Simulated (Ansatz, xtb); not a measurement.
# Ligand exchange: C2H9NSi + CH4O → C2H8OSi + CH5N

Species: C2H9NSi `CC[SiH2]N`, singlet; CH4O (methanol) `CO`, singlet; C2H8OSi `CC[SiH2]O`, singlet; CH5N (methylamine) `CN`, singlet. The partners trade NH2 for OH: Si–NH2 and C–OH bonds give way to Si–OH and C–NH2.

Shapes, held fixed at every level: PBE0-D4/def2-TZVP. Flexible molecules stand in one conformer, not always the lowest. Programs: Ansatz 0.2.0, xtb 6.7.1. The zero-point and thermal change to 298 K, harmonic and unscaled (PBE0-D4/def2-TZVP), is +1.5 kJ/mol.

| level | kind | ΔH(298 K) (kJ/mol) | less CCSD(T)/CBS estimate |
| --- | --- | --- | --- |
| GFN0-xTB | semi-empirical | -37.2 | +20.6 |
| HF/def2-TZVPP | Hartree–Fock | -58.4 | -0.6 |
| r2SCAN-D4/def2-TZVPP | meta-GGA | -56.7 | +1.1 |
| BHLYP-D4/def2-TZVPP | global hybrid | -57.2 | +0.6 |
| r2SCAN0-D4/def2-TZVPP | global hybrid | -57.1 | +0.7 |
| wB97M-V/def2-TZVPP | range-separated hybrid | -56.3 | +1.5 |
| MP2/def2-TZVPP | perturbation theory | -59.8 | -2.0 |
| CCSD/def2-TZVPP | coupled cluster or CI | -57.9 | -0.1 |
| CCSD(T)/CBS estimate | coupled cluster or CI | -57.8 | 0.0 |

The highest level, CCSD(T)/CBS estimate, gives ΔH(298 K) = -57.8 kJ/mol; the levels span -59.8 to -37.2. The column of differences is taken from that level and isn't an error. No measured value is set beside it here. The CBS estimate extrapolates MP2 from def2-TZVPP and def2-QZVPP and adds CCSD(T) − MP2 in the triple-zeta set, cores frozen.

The exchange is clearly exothermic at every level: silicon prefers oxygen over nitrogen more strongly than carbon does. The main reason is bond polarity. Silicon is much more electropositive than carbon, so replacing nitrogen with the more electronegative oxygen brings a larger ionic and electrostatic gain at silicon than is lost at carbon. Lone-pair donation into the σ* orbitals on silicon strengthens both Si–N and Si–O bonds, but nitrogen is the better donor, so this effect alone would not explain the preference for oxygen.

Hartree–Fock already lies within 0.6 kJ/mol of the highest level. The reaction conserves the number of single bonds and lone pairs, so most of the correlation energy cancels, and the preference is essentially a mean-field effect. GFN0-xTB gets the direction right but underestimates the driving force substantially, probably because its approximate charge treatment misses part of the polarity contrast between the bonds. The exothermicity doesn't show that the exchange would be fast without a catalyst, since no barrier was computed.
